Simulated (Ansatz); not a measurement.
# Redistribution: BH(CH3)I + BH2(SH) → BH(CH3)(SH) + BH2I

Gas-phase species: BH(CH3)I, singlet; BH2(SH), singlet; BH(CH3)(SH), singlet; BH2I `BI`, singlet. The partners trade I for SH; both sit on B, so the bond types are kept.

Shapes, held fixed at every level: PBE0-D4/def2-TZVP. Flexible molecules stand in one conformer, not always the lowest. Programs: Ansatz 0.2.0. The zero-point and thermal change to 298 K, harmonic and unscaled (PBE0-D4/def2-TZVP), is -0.2 kJ/mol.

```csv
level,kind,ΔH(298 K) (kJ/mol),less CCSD(T)/def2-TZVPP
HF/def2-SVP,Hartree–Fock,+5.7,-1.2
B3LYP-D4/def2-TZVPP,global hybrid,+8.1,+1.2
r2SCAN0-D4/def2-TZVPP,global hybrid,+8.3,+1.4
wB97M-V/def2-TZVPP,range-separated hybrid,+8.4,+1.5
wB97X-V/def2-TZVPP,range-separated hybrid,+7.7,+0.8
MP2/def2-SVP,perturbation theory,+7.7,+0.8
CCSD(T)/def2-TZVPP,coupled cluster or CI,+6.9,0.0
```

The highest level, CCSD(T)/def2-TZVPP, gives ΔH(298 K) = +6.9 kJ/mol; the levels span +5.7 to +8.4. The column of differences is taken from that level and isn't an error. No measured value is set beside it here. For atoms past krypton def2 sets carry core potentials with scalar relativity. Outer-core shells of I are correlated, in sets that cover them unevenly.

The exchange is mildly endothermic at every level, so methyl is better placed on the boron that carries iodine than on the one that carries SH. The likely reason is competition for boron's formally empty p orbital. Sulfur donates its lone pair into that orbital more effectively than iodine does, which leaves less acceptor capacity for hyperconjugation from the methyl C–H bonds. The iodoborane remains the more electron-deficient centre and so gains more from methyl substitution.

The preference is a small non-additivity between substituents, not a difference in B–I or B–S bond strength, since those contributions largely cancel. Hartree–Fock already gives the sign, and MP2 in the same basis raises the value, so correlation reinforces the preference without creating it. The results support a modest enthalpic bias towards the reactants for the isolated monomers. They don't carry over directly to a bulk sample, where hydrogen- or sulfur-bridged association of such Lewis-acidic boranes could outweigh so small a difference.
